Gap, peak and dielectric constant in six nitride crystals

The finding

In these nitrides the energy of the strongest absorption does not follow the gap. Cubic GaN has the smallest gap for direct absorption, yet its peak lies higher than those of both AlN crystals. Layered BN has the second-largest direct gap and the lowest peak of all. The dielectric constant behaves far more regularly: it falls as the direct gap grows, except that the two BN crystals stand in reverse order. The reason is that the three quantities look at different parts of the same spectrum.

Yambo 5.3.0 independent-particle optical spectra of six nitride crystals, from Quantum ESPRESSO PBE states with PseudoDojo 0.4.1 SR PBE standard potentials, without spin–orbit coupling or quasiparticle corrections. The field is along z for GaN and wurtzite AlN, y for cubic AlN, xy for cubic BN and xyz for layered BN; the broadening is 0.05 to 0.3 eV, depending on the crystal.

```
       system  wave cutoff  density cutoff  space group  volume (Å³/atom)  shortest distance (Å)    k-mesh  absorption peak (eV)  absorption peak height  dielectric static along field
BN (P6_3/mmc)   1142.88 eV      4571.51 eV     P6_3/mmc              8.97                   1.44   21x21x8                 5.729                   8.309                          4.118
 GaN (P6_3mc)   1142.88 eV      4571.51 eV       P6_3mc             11.31                   1.94   12x12x8                 5.980                   7.298                          5.820
  AlN (F-43m)   680.285 eV      2748.35 eV        F-43m             10.42                   1.89     6x6x6                 6.181                  13.992                          4.802
 AlN (P6_3mc)   1142.88 eV      4571.51 eV       P6_3mc             10.45                   1.89  15x15x10                 6.633                   9.759                          4.709
  GaN (F-43m)   1142.88 eV      4571.51 eV        F-43m             11.44                   1.95  20x20x20                 6.923                   7.243                          6.026
   BN (F-43m)   1142.88 eV      4571.51 eV        F-43m              5.96                   1.57  24x24x24                12.060                  17.456                          4.652
```

What the three quantities measure

The spectra treat each electron as jumping alone from a filled PBE band to an empty one, with no change of wavevector. Absorption therefore cannot start below the direct gap, the smallest vertical distance between filled and empty bands. On the meshes used, it is about 2 eV for both GaN crystals, 4.2 eV for both AlN crystals, 4.7 eV for layered BN and 8.8 eV for cubic BN. PBE is known to make such gaps too small, so neither these gaps nor the peak energies should be taken for those of real crystals.

The absorption peak is the photon energy at which the calculated absorption is strongest. It marks a crowd of transitions, whereas the gap marks the first one.

The static dielectric constant along the field, written ε below, sums up the whole spectrum. It is the response of the electrons at zero frequency with the nuclei held still. For an engineer, its square root is an estimate of the refractive index well below the absorption edge. It is not the constant of a capacitor at low frequency, where the ions move as well.

Why a peak can stand far from the gap

A strong peak needs many pairs of filled and empty states separated by almost the same energy. This happens where the two bands run nearly parallel over a large region of wavevectors. A band edge alone is a poor source of such pairs. If the lowest empty band forms a steep, narrow valley, few states lie near its bottom, and absorption rises slowly from the gap.

GaN is such a case. Its lowest empty states sit in a valley at zero wavevector, built largely from gallium 4s and nitrogen s character. That valley fixes the gap but holds few states. The peak comes 4 to 5 eV higher, where standard band theory places the nearly parallel bands. The data give the distance between gap and peak but do not identify the bands.

The clearest comparison is between wurtzite GaN and wurtzite AlN, which share a structure and were both probed along the c axis. From GaN to AlN the direct gap grows by 2.2 eV, but the peak moves up by only 0.65 eV. Replacing gallium by aluminium lifts the valley much more than it moves the strongest absorption. If the highest peak comes from the same bands in both crystals, the crowd of transitions has hardly followed the valley. The size of the smaller shift is approximate, because the GaN spectrum was broadened more, and it was followed only to 10 eV, so a stronger peak beyond that energy would have been missed.

Two forms of BN, two kinds of bond

The two BN crystals show how little the smallest gap of a crystal tells about its peak. Counted between any two wavevectors, that gap is 4.3 eV in the layered form and 4.5 eV in the cubic form. The peaks nevertheless lie at 5.7 and 12.1 eV. The difference is far larger than the energy steps of the spectra, which are at most 0.15 eV.

Bonding explains it. In cubic BN every valence electron belongs to a strong bond between atoms that point their orbitals at each other. Such overlap drives the filled bonding states and the empty antibonding states far apart. Vertical transitions then start late, and the crowd lies later still. The much smaller gap of 4.5 eV joins states at different wavevectors, so it plays no part in this spectrum.

In layered BN some of the electrons occupy π orbitals, which stand upright on the sheet and overlap only side by side. The π states and their empty partners are less strongly split. They also run nearly parallel along the edge of the zone, so that many transitions gather just above the onset. This standard picture agrees with a peak only 1.0 eV above the direct gap, the shortest such distance among the six crystals. Attraction between the excited electron and the hole it leaves is known to reshape this spectrum strongly, and it is absent here.

From the spectrum to the dielectric constant

The dielectric constant follows from two general rules. One says that the total absorption strength is set by the density of electrons. The other says that strength at photon energy E contributes to ε − 1 in proportion to 1/E². Together they give

ε = 1 + (P/M)²

Here P is the plasma energy, which measures the electron density, and M is a mean excitation energy, often called the Penn gap. The density enters through

P² = 4π n e² ħ²/m

where n is the number of valence electrons per volume, e the electron charge and m the electron mass. Eight electrons are counted for each pair of atoms.

The formula shows at once that the peak does not stand for the whole spectrum. If all strength sat at the peak, ε would be 19.7 in layered BN instead of 4.1. Even in cubic BN, where this picture does best, it would be 7.4 instead of 4.7. In every crystal, then, much of the strength must lie above the peak.

A simple estimate from the gap

The mean energy follows the direct gap much better than it follows the peak. Averaged over all six crystals, M lies 8.0 eV above the direct gap. Leaving out each crystal in turn and predicting its M from the others gives a typical error of 0.8 eV. The shift is an empirical average, and its size has not been derived.

Wurtzite AlN shows how the estimate works. Its volume is 10.45 Å³ per atom, with four valence electrons per atom. With e² = 14.40 eV Å and ħ²/m = 7.62 eV Å²,

P² = 4π × (4/10.45) × 14.40 × 7.62 = 528 eV², so P = 23.0 eV

M = 4.2 + 8.0 = 12.2 eV

ε = 1 + (23.0/12.2)² = 4.55

The full calculation gives 4.71, so the estimate is about 3 per cent low. This crystal was one of the six that set the shift, which makes the agreement a check of consistency and not an independent prediction.

For five of the crystals the estimate stays within about 8 per cent of the computed ε. It works for GaN only if the ten gallium 3d electrons are left out of the count. They lie deep and respond mainly at high energy, which is the physical reason for omitting them. Counting them would raise M in cubic GaN from 9.8 to 14.7 eV, and the common shift would be lost.

Where the estimate fails: layered BN

Layered BN is the bad case. The estimate gives 4.8 where the calculation gives 4.1, an error of 17 per cent. It even puts the two BN crystals in the wrong order, because the computed ε is larger in the cubic form.

The mean energy, which is drawn from the same ε, shows the misfit in another form. Layered BN has the peak closest to its gap, but its mean energy lies farthest above the gap, by 9.4 eV. The early peak must therefore carry a modest share of the total strength. That fits the bonding picture: only two of the eight valence electrons are π electrons, and the other six sit in strong bonds within the sheet that absorb much later.

The direction of the field may matter even more. It was applied along a diagonal that mixes the response within the sheets with the weaker response across them. A field within the sheets alone is expected to give a larger ε, closer to the estimate. The value of 4.1 is therefore neither the in-plane constant nor the one across the layers, and the data do not separate the two effects.

Why the two forms of BN break the order

Cubic BN has by far the largest direct gap, yet its ε exceeds that of layered BN. Two things together make up for the gap. The cubic crystal packs 1.5 times as many valence electrons into the same volume, and at a fixed mean energy ε − 1 grows in proportion to that number. The mean energies of the two forms also differ by only 1.9 eV, while their direct gaps differ by 4.1 eV. Density alone would not be enough: the simple estimate includes it and still puts cubic BN below layered BN.

The size of the density effect can be read from the formula. If cubic BN kept its own mean energy but had the density of the layered form, its ε would be 3.4 instead of 4.7. It would then fall below layered BN, as the order of the gaps suggests. This uses the mean energy obtained from the computed ε, so it divides a known result into its parts and does not predict it. The comparison also rests on the mixed field direction in layered BN. The constant within the sheets is expected to be larger than this mix and could itself exceed that of cubic BN, so the order of the two forms may depend on the direction of the field.

Small differences between crystal forms

The other pairs of crystal forms deserve less trust. The peak of cubic AlN lies 0.45 eV below that of the wurtzite form, but its mesh of wavevectors is coarse. Such a mesh can turn a smooth spectrum into separate spikes, and the highest spike need not mark the true maximum. The place of cubic GaN above both AlN crystals is therefore not firm either: its lead over wurtzite AlN is about as small as the broadening of the GaN spectrum, and the AlN spectrum covers the c axis alone. It is safer to say that the peaks of GaN and AlN lie much closer together than their gaps.

In GaN the cubic peak lies 0.94 eV above the wurtzite one, although the cubic gap is slightly smaller. The two peaks are almost equally high at equal broadening. It may be that each spectrum has several humps of similar height and that a different one wins in each crystal, but this is a guess. The wurtzite spectrum also shows only the c axis, so the difference need not come from stacking alone.

Peak heights are not a trend to explain across the whole table. They depend on the broadening, which differs from one crystal to another by up to a factor of six. Small differences in ε are uncertain too. The sums over empty bands end at different points, and in every crystal except wurtzite AlN the program noted that the cut splits levels of equal energy.

Beside the phosphides

The same reasoning carries over to the phosphides of aluminium and gallium. Their bonds are longer and weaker than those of the nitrides, so bonding and antibonding states lie closer together. Their main absorption is known to lie at lower energy and their dielectric constants to be larger. The lower electron density works against this increase, but the smaller mean energy wins. The shift of 8.0 eV should not be carried over: it was fitted to nitrides, and for the weaker bonds of the phosphides it is expected to be smaller.

The open question

One result remains puzzling. The valley that sets the gap of GaN holds few states and should carry little weight in ε. Yet from wurtzite GaN to wurtzite AlN the mean energy rises from 10.1 to 11.9 eV, almost as much as the gap and far more than the peak. Perhaps gallium lowers empty states throughout the zone and not just in the valley, or perhaps the omitted 3d electrons make the mean energy of GaN look too small. Adding up the contributions to ε step by step in photon energy, for both crystals, would show which part of the spectrum makes the difference.
